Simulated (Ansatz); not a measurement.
Sn3Bi: the change of energy above lowest point and pressure with volume scale

Results calculated with Ansatz 0.2.0, not measured. Free energy against uniform scaling of the volume at fixed shape and fractions; periodic cell, basis, potentials, k mesh and filling as listed.

The cell before it is scaled or strained (space group Fm-3m, No. 225):
```
cell vectors (Å)
   0.0000     3.8490     3.8490
   3.8490     0.0000     3.8490
   3.8490     3.8490     0.0000
atoms (fractions of the cell vectors)
Sn  0.00000  0.00000  0.00000
Sn  0.25000  0.25000  0.25000
Sn  0.75000  0.75000  0.75000
Bi  0.50000  0.50000  0.50000
```

Settings of every row: functional PBEsol; dispersion none; potentials PAW; wave cutoff 517.02 eV; density cutoff 2068.1 eV; k mesh 5x5x5; k shift 0x0x0; occupations fermi dirac; smearing width 0.1 eV; spin none.

Limits: coarse k mesh, up to 40 meV an atom off; no spin-orbit coupling, which can matter with elements this heavy; the cell comes from a prototype or a list of computed structures and needn't be the stable phase.

```csv
row,volume scale,V (Å³/atom),energy above lowest point (meV/atom),pressure (GPa)
1,0.92,26.23,10,2.75
2,0.9467,26.991,1.2,1.01
3,0.9733,27.75,0,-0.46
4,1,28.511,5.3,-1.72
5,1.0267,29.272,16,-2.8
6,1.0533,30.031,?,?
7,1.08,30.792,51.1,-4.51
```

Question: what energy above lowest point and pressure should row 6 give?

Worked fit of energy above lowest point. Take u = (V_r/V)^(2/3) − 1 with V_r = 28.13 Å³ an atom, which is twice the finite (Eulerian) strain; such expansions in the strain, on which the Birch-Murnaghan equation of state is built, carry the rest volume and the bulk modulus. The shown rows have u = 0.04773, 0.02794, 0.00911, -0.00893, -0.02618, -0.0585. Least squares give energy above lowest point = 1.88 − 292.8 × u + 9552 × u² + 3010 × u³ meV/atom; a parabola predicts inner rows, each left out in turn, worse (root mean square 0.15 against 0.071 meV/atom). All shown rows lie on it to the printed digit. Its lowest point lies at u = 0.0152, or V = 27.5 Å³ an atom, and the curvature there gives the bulk modulus at fixed shape and fractions, B = (4/9)(1 + u)² E″(u)/V = 51.7 GPa. The withheld row has u = -0.04266, so the fit gives 1.88 − 292.8 × (-0.04266) + 9552 × (-0.04266)² + 3010 × (-0.04266)³ = 31.5 meV/atom.

The calculation gave 31.6 meV/atom. The fit lies 0.1 meV/atom (0.2 % of the column's range) below it, one unit of the last digit.

Worked fit of pressure. Take u = (V_r/V)^(2/3) − 1 with V_r = 28.13 Å³ an atom, which is twice the finite (Eulerian) strain; such expansions in the strain, on which the Birch-Murnaghan equation of state is built, carry the rest volume and the bulk modulus. The shown rows have u = 0.04773, 0.02794, 0.00911, -0.00893, -0.02618, -0.0585. Least squares give pressure = −1.116 + 69.79 × u + 219.4 × u² + 313 × u³ GPa; a parabola predicts inner rows, each left out in turn, worse (root mean square 0.015 against 0.0043 GPa). All shown rows lie on it to the printed digit. The pressure vanishes at u = 0.0152, or V = 27.5 Å³ an atom, and there the bulk modulus at fixed shape and fractions is B = −V dP/dV = (2/3)(1 + u) dP/du = 51.9 GPa. The withheld row has u = -0.04266, so the fit gives −1.116 + 69.79 × (-0.04266) + 219.4 × (-0.04266)² + 313 × (-0.04266)³ = -3.72 GPa.

The calculation gave -3.72 GPa. The fit meets it to the printed digit.
